\section*{Solution key: coherency-strain driving force for diffusion-induced grain boundary migration}

\subsection*{Premises and conventions}

A grain boundary in a cubic substitutional alloy A--B (here Cu--Zn) takes up solute B from a vapour by fast boundary diffusion and moves with speed $v$. The coordinate $x$ is measured along the unit normal $\mathbf n$ from the boundary into the grain that is consumed. The growing grain lies at $x<0$. The mole fraction of B is $c$, its initial value is $c_0$, its value just ahead of the boundary is $c_f$ and just behind it $c_b$. Energies are per unit volume of the unstrained lattice of composition $c_0$, with molar volume $V_m$.

\begin{enumerate}
\item[P1] The stress-free lattice parameter is linear in $c$, with $\eta=\mathrm d\ln a/\mathrm dc$. Elasticity is linear and the elastic constants do not depend on $c$.
\item[P2] The diffusion layer ahead of the boundary is thin compared with the grain and with the radius of curvature, and it is coherent with the grain beneath it.
\item[P3] The boundary is incoherent and carries no traction. The alloyed zone behind it is thick and has relaxed, so it is free of stress.
\item[P4] Lattice sites are conserved: B enters and A leaves along the boundary. The diffusion potential $\mu=(\mu_B-\mu_A)/V_m$ is continuous across the boundary.
\item[P5] The motion is steady and the layer spans many atomic planes.
\item[P6] The speed is linear in the net force per unit area, with mobility $M$, and the boundary energy $\gamma$ is isotropic.
\end{enumerate}

\subsection*{(a) Solute profile and mass balance}

Let $J=-D\,\partial c/\partial x$ be the flux of $c$ in the lattice frame, with $D$ the interdiffusion coefficient of the coherent layer. A profile that is steady in the boundary frame depends on the lattice coordinate $X$ only through $x=X-vt$, so $\partial c/\partial t=-v\,c'$. Conservation, $\partial c/\partial t=-J'$, then gives $J'=vc'$. Far ahead $J=0$ and $c=c_0$, hence
\begin{equation}
J(x)=v\,[c(x)-c_0],\qquad x>0 .
\label{flux}
\end{equation}
This holds for any $D(c)$. For constant $D$ it reads $Dc'=-v(c-c_0)$, with solution
\begin{equation}
c(x)=c_0+(c_f-c_0)\,e^{-x/\ell},\qquad \ell=D/v .
\label{profile}
\end{equation}
Behind the boundary the general steady solution is a constant plus a multiple of $e^{-x/\ell}$. The exponential diverges as $x\to-\infty$, so $c=c_b$ there. In the boundary frame the flux is $J-vc$, which equals $-vc_0$ ahead and $-vc_b$ behind. The boundary must therefore supply $v(c_b-c_0)$ per unit area. With depth $z$ below the surface, boundary width $\delta$, segregation factor $s$ and boundary diffusivity $D_{gb}$, this balance is
\begin{equation}
s\delta D_{gb}\,\frac{\mathrm d^2c_b}{\mathrm dz^2}=v\,(c_b-c_0).
\end{equation}
For uniform $v$ the excess $c_b-c_0$ decays over $\lambda=(s\delta D_{gb}/v)^{1/2}$. At $z\ll\lambda$, $c_b$ is the composition fixed by the solute activity of the vapour. Below, $c_b$ is the local input.

\subsection*{(b) Elastic energy of the coherent layer}

By P1 the stress-free strain is $\epsilon_0\delta_{ij}$ with $\epsilon_0=\eta(c-c_0)$. By P2 the thick grain fixes the in-plane spacings and the displacement $\mathbf u$ depends on $x$ alone. With $\mathbf a=\mathrm d\mathbf u/\mathrm dx$ the total strain is $\epsilon_{ij}=\tfrac12(a_in_j+a_jn_i)$. The energy density is
\begin{equation}
w=\tfrac12C_{ijkl}(\epsilon_{ij}-\epsilon_0\delta_{ij})(\epsilon_{kl}-\epsilon_0\delta_{kl}).
\end{equation}
For cubic symmetry $C_{ijkk}=\beta\delta_{ij}$ with $\beta=C_{11}+2C_{12}$. Define $A_{ik}=C_{ijkl}n_jn_l$. Expanding the product gives
\begin{equation}
w=\tfrac12\,\mathbf a\cdot A\,\mathbf a-\beta\epsilon_0\,\mathbf a\cdot\mathbf n+\tfrac32\beta\epsilon_0^2 .
\end{equation}
The traction on planes normal to $\mathbf n$ is $\sigma_{ij}n_j=\partial w/\partial a_i=(A\mathbf a-\beta\epsilon_0\mathbf n)_i$. Mechanical equilibrium makes it independent of $x$, and by P3 it vanishes at $x=0$. Hence $\mathbf a=\beta\epsilon_0A^{-1}\mathbf n$ at every $x$, which is also the minimum of $w$. Substitution gives
\begin{equation}
w=Y(\mathbf n)\,\eta^2(c-c_0)^2,\qquad
Y(\mathbf n)=\tfrac32\beta-\tfrac12\beta^2\,\mathbf n\cdot A^{-1}\mathbf n .
\label{Y}
\end{equation}
Along $\langle100\rangle$ and $\langle111\rangle$, $\mathbf n$ is an eigenvector of $A$, with eigenvalues $C_{11}$ and $(\beta+4C_{44})/3$. Therefore
\begin{equation}
Y_{100}=\frac{(C_{11}+2C_{12})(C_{11}-C_{12})}{C_{11}},\qquad
Y_{111}=\frac{6C_{44}(C_{11}+2C_{12})}{C_{11}+2C_{12}+4C_{44}} .
\label{Yhkl}
\end{equation}
For an isotropic solid with Lam\'e constants $\lambda_L$ and $G$, $C_{11}=\lambda_L+2G$ and $C_{12}=\lambda_L$, so $Y=2G(3\lambda_L+2G)/(\lambda_L+2G)=E/(1-\nu)$. There is no factor $\tfrac12$ in \eqref{Y}, because two in-plane directions each store $\tfrac12Y\epsilon_0^2$. Indeed $\partial w/\partial\epsilon_0=-\sigma_{kk}=2Y\epsilon_0$, and for the two symmetric normals the stress is equibiaxial, $\sigma_\parallel=-Y\epsilon_0$. Here $\mathbf n$ refers to the axes of the consumed grain.

\subsection*{(c) Local equilibrium at the boundary}

Write $K=Y\eta^2$ and let $f_0(c)$ be the stress-free free energy density, with $f_0''>0$. The coherent layer has
\begin{equation}
f(c)=f_0(c)+K(c-c_0)^2,\qquad \mu=f'(c)=f_0'(c)+2K(c-c_0).
\end{equation}
Since $w$ is stationary in $\mathbf a$, the derivative along the relaxed path equals the derivative at fixed strain, so $f'$ is the Larch\'e--Cahn diffusion potential. With $J=-L\,\partial\mu/\partial x$, $L>0$, the coefficient in (a) is $D=L(f_0''+2K)$. By P3 the growing grain has $\mu=f_0'(c_b)\equiv\mu_b$, and P4 gives
\begin{equation}
f_0'(c_b)=f_0'(c_f)+2K(c_f-c_0).
\label{eq}
\end{equation}
The tangents to $f$ at $c_f$ and to $f_0$ at $c_b$ are parallel. For $K>0$, $c_f$ lies between $c_0$ and $c_b$, because $f_0'$ increases with $c$.

\subsection*{(d) Force on the boundary}

\emph{Local argument.} Advance a flat boundary of area $S$ by $\delta x$. A slab of volume $S\,\delta x$ changes from the state $(c_f,\text{coherent})$ to $(c_b,\text{stress-free})$. It takes the solute $(c_b-c_f)S\,\delta x$ from its surroundings at the potential $\mu_b$. No mechanical work is done on the slab, since the traction vanishes, and by \eqref{Y} the elastic energy elsewhere depends only on the local $c$. The free energy falls by $PS\,\delta x$, with
\begin{equation}
P=\big[f(c_f)-\mu_bc_f\big]-\big[f_0(c_b)-\mu_bc_b\big].
\label{P}
\end{equation}
$P$ is the vertical distance between the parallel tangents, the construction used by Hillert.

\emph{Global check.} In steady motion the net process turns alloy $c_0$ into alloy $c_b$ with solute drawn at $\mu_b$. Per unit volume swept this releases
\begin{equation}
\Delta G=f_0(c_0)-f_0(c_b)+\mu_b(c_b-c_0).
\label{DG}
\end{equation}
Volume diffusion dissipates $\int_0^\infty J(-\mu')\,\mathrm dx$ per unit area and time. Dividing by $v$, using \eqref{flux} and integrating by parts,
\begin{equation}
Q_d=\int_{c_0}^{c_f}(c-c_0)f''(c)\,\mathrm dc=(c_f-c_0)\mu_b-f(c_f)+f_0(c_0),
\label{Q}
\end{equation}
where $f'(c_f)=\mu_b$ and $f(c_0)=f_0(c_0)$ were used. Subtraction gives $\Delta G-Q_d=f(c_f)-f_0(c_b)+\mu_b(c_b-c_f)$, which is \eqref{P}. Neither $D$ nor $v$ appears, so the force does not depend on the thickness or shape of the profile.

\subsection*{(e) Evaluation of $P$}

Separate the elastic part of \eqref{P}:
\begin{equation}
P=K(c_f-c_0)^2+B,\qquad B=f_0(c_f)-f_0(c_b)-f_0'(c_b)(c_f-c_b)\ge0 .
\label{PB}
\end{equation}
$B$ is the height of the convex curve $f_0$ above its tangent at $c_b$. Put $u_f=c_f-c_0$, $u_b=c_b-c_0$ and
\begin{equation}
r=2K/f_0''(c_b).
\end{equation}
Expanding \eqref{eq} about $c_b$ gives $c_b-c_f=r\,u_f$, so $u_b=(1+r)u_f$. Expanding $B$ gives $B=\tfrac12f_0''r^2u_f^2=Kr\,u_f^2$. Therefore
\begin{equation}
P=Y\eta^2u_f^2(1+r)=Y\eta^2u_fu_b=\frac{Y\eta^2(c_b-c_0)^2}{1+r}.
\label{Pr}
\end{equation}
This is exact for a parabolic $f_0$. Otherwise it needs only that $f_0''$ vary little between $c_f$ and $c_b$, not over the whole range down to $c_0$. For $r\ll1$ the two compositions merge and $P\to Y\eta^2(c_f-c_0)^2$, the strain energy density at the front. At finite $r$ that expression is a lower bound by \eqref{PB}. An upper bound follows because $f-\mu_bc$ has its minimum at $c_f$: evaluating it at $c_b$ instead gives $P\le K(c_b-c_0)^2$.

If $\eta=0$, \eqref{eq} gives $c_f=c_b$ and \eqref{PB} gives $P=0$. The whole of $\Delta G$ is then dissipated by volume diffusion. To leading order $P$ is quadratic in $\eta$ and in $c_b-c_0$, and it is positive for either sign of each, so alloying and dealloying both drive the boundary.

For an ideal solution, $f_0=g[c\ln c+(1-c)\ln(1-c)]$ plus a linear term that cancels, with $g=RT/V_m$. Then $f_0-cf_0'=g\ln(1-c)$ up to a constant, and for $c_0=0$
\begin{equation}
g\ln\frac{c_b(1-c_f)}{c_f(1-c_b)}=2Kc_f,\qquad
P=g\ln\frac{1-c_f}{1-c_b}-Kc_f^2,\qquad
\Delta G=-g\ln(1-c_b).
\label{ideal}
\end{equation}

\subsection*{(f) Curvature, rate law and direction}

Let $\kappa$ be the sum of the principal curvatures, positive when the boundary bulges into the consumed grain. An advance $\delta x$ changes the area by $\kappa S\,\delta x$ and costs $\gamma\kappa S\,\delta x$. By P6,
\begin{equation}
\boxed{\,v=M\left[\frac{Y(\mathbf n)\,\eta^2(c_b-c_0)^2}{1+r}-\gamma\kappa\right]
\;\xrightarrow{\;r\ll1\;}\;M\left[Y\eta^2(c_f-c_0)^2-\gamma\kappa\right]\,}
\label{rate}
\end{equation}
At zero misfit the coherency force vanishes and only the capillary term remains, so a flat boundary stays at rest.

The direction is not fixed by \eqref{rate}, which assumes that one side is relaxed. At the start both grains carry coherent layers at the same $\mu_b$. The local argument then gives the force $\omega(K_1)-\omega(K_2)$ towards grain 1, where $\omega(K)=\min_c[f_0+K(c-c_0)^2-\mu_bc]$. At the minimum $\mathrm d\omega/\mathrm dK=(c_f-c_0)^2>0$, so the grain with the larger $Y(\mathbf n)$ is consumed. Since $P=\omega(K)-\omega(0)$, this force is $P(K_1)-P(K_2)$. In a symmetric tilt bicrystal $K_1=K_2$, and motion starts only where one side relaxes first.

\subsection*{(g) Range of validity}

\emph{Upper limit on $\ell$.} An edge dislocation with Burgers vector $b$ in the boundary plane, placed beneath the layer, releases $b\int_0^\infty|\sigma_\parallel|\,\mathrm dx=b\sigma_f\ell$ per unit length, where $\sigma_f=Y|\eta u_f|$ and \eqref{profile} was used. It costs about $Gb^2\ln(\ell/b)/[4\pi(1-\nu)]$, the boundary screening its field at a distance of order $\ell$. The layer is stable for $\ell<\ell_c$, with $\ell_c$ the larger root of
\begin{equation}
\ell_c=\frac{Gb}{4\pi(1-\nu)\sigma_f}\ln\frac{\ell_c}{b}.
\label{lc}
\end{equation}
This has logarithmic accuracy only. An inclined Burgers vector or a nucleation barrier raises the limit. When curvature slows the boundary, $\ell=D/v$ grows and coherency is lost before $\gamma\kappa$ reaches $P$. The radius $\gamma/P$ of a cylindrical bulge is thus a lower bound for sustained advance.

\emph{Lower limit on $\ell$.} P5 needs $\ell\gg d$, the plane spacing along $\mathbf n$. For $\ell\lesssim d$ the continuum profile does not exist, \eqref{Q} overstates the dissipation, and part of $\Delta G$ can act on the boundary even at $\eta=0$. The statement of zero force at zero misfit holds only for $\ell\gg d$.

\emph{Other conditions.} One needs $\ell\kappa\ll1$, $|\eta u_f|\ll1$, and times long compared with $D/v^2$. Residual stress in the alloyed zone lowers $P$ by its energy density. If Zn is inserted on new sites instead of exchanged for Cu, the volumes grown and consumed differ by the fraction $c_b-c_0$ to leading order, and the force per volume swept is ambiguous to that relative order. Solute drag inside the boundary is contained in $M$.

\subsection*{(h) Illustration: Zn vapour on a Cu bicrystal at 723 K}

The compiled room-temperature constants of Cu (Blaschke) are $C_{11}=168.3$, $C_{12}=121.2$ and $C_{44}=75.7$~GPa, so $\beta=410.7$~GPa. Approximate inputs are $\eta=0.056$, $V_m=7.11\times10^{-6}\ \mathrm{m^3\,mol^{-1}}$, $a=0.3615$~nm, $\gamma=0.6\ \mathrm{J\,m^{-2}}$, $\nu=0.34$, and $D=D_0e^{-Q/RT}$ for dilute Zn in Cu with $D_0=3.4\times10^{-5}\ \mathrm{m^2\,s^{-1}}$ and $Q=191\ \mathrm{kJ\,mol^{-1}}$. Assumed values are $c_0=0$, $c_b=0.10$, an ideal solution, a cylindrical bulge of radius $5\ \mu$m, and $M=1.0\times10^{-16}\ \mathrm{m^4\,J^{-1}\,s^{-1}}$. This $M$ is chosen so that the speed falls in the range typical of this system, tens of micrometres per day. The speeds below are therefore no test of the theory.

The common quantities are $g=845$~MPa, $f_0''=g/[c_b(1-c_b)]=9.39$~GPa, $\Delta G=89.1$~MPa, $\gamma\kappa=0.12$~MPa, $D=5.4\times10^{-19}\ \mathrm{m^2\,s^{-1}}$ and $b=a/\sqrt2=0.256$~nm. In \eqref{lc} the shear modulus is taken as $G=[C_{44}(C_{11}-C_{12})/2]^{1/2}=42.2$~GPa. The plane spacings are $a/2$ and $a/\sqrt3$. Intermediate values are carried unrounded.

\begin{center}
\begin{tabular}{lcc}
\hline
normal in consumed grain & $\langle100\rangle$ & $\langle111\rangle$\\
\hline
$Y$ (GPa), \eqref{Yhkl} & 114.9 & 261.4\\
$K$ (MPa) & 360 & 820\\
$r$ & 0.077 & 0.175\\
$c_f$, \eqref{ideal} & 0.0931 & 0.0860\\
$Kc_f^2$ (MPa) & 3.12 & 6.06\\
$P$ (MPa), \eqref{ideal} & 3.35 & 7.03\\
$P$ (MPa), \eqref{Pr} with $c_b$ & 3.35 & 6.98\\
$Kc_b^2$ (MPa) & 3.60 & 8.20\\
$P/\Delta G$ (\%) & 3.8 & 7.9\\
$\gamma/P$ ($\mu$m) & 0.18 & 0.085\\
$v$ ($10^{-10}\ \mathrm{m\,s^{-1}}$) & 3.2 & 6.9\\
$v$ ($\mu$m per day) & 28 & 60\\
$\sigma_f$ (GPa) & 0.60 & 1.26\\
$\ell=D/v$ (nm) & 1.7 & 0.8\\
$\ell/d$ & 9 & 4\\
$\ell_c$ (nm) & 7 & 2\\
\hline
\end{tabular}
\end{center}

The speeds use $P$ from \eqref{ideal}. The third figure in the energies serves only to compare the formulae. More than nine tenths of $\Delta G$ is lost in volume diffusion. An asymmetric boundary with both layers coherent and normals $\langle111\rangle$ and $\langle100\rangle$ feels $3.7$~MPa towards the $\langle111\rangle$ grain. Both columns satisfy $d<\ell<\ell_c$, the $\langle111\rangle$ case with only about four planes, so its continuum treatment is marginal.

The neglected effects have these sizes. Cu--Zn deviates negatively from ideality, which raises $f_0''$, lowers $r$ and moves $P$ towards $Kc_b^2$, at most 8\,\% and 17\,\% higher. Elastic softening between room temperature and 723~K, typically 10 to 15\,\%, lowers $P$ by about that fraction. Thermal expansion, with the compiled coefficient $16.5\times10^{-6}\ \mathrm{K^{-1}}$ at 293~K (Kaye and Laby Online), changes $V_m$ by about 2\,\%, which enters $P$ only through $r$. The site-conservation premise carries 10\,\%. The coherency factor $1+r$ and the rise of $D$ with Zn content both make the layer thicker near the front than the tabulated $\ell$. At 623~K the same inputs give $D=3.3\times10^{-21}\ \mathrm{m^2\,s^{-1}}$, and an assumed speed of $10^{-10}\ \mathrm{m\,s^{-1}}$ would mean $\ell=0.03$~nm, far below $d$, where \eqref{rate} does not apply. At 723~K the model's driving force is about 3~MPa for a $\langle100\rangle$ normal and about 7~MPa for a $\langle111\rangle$ normal.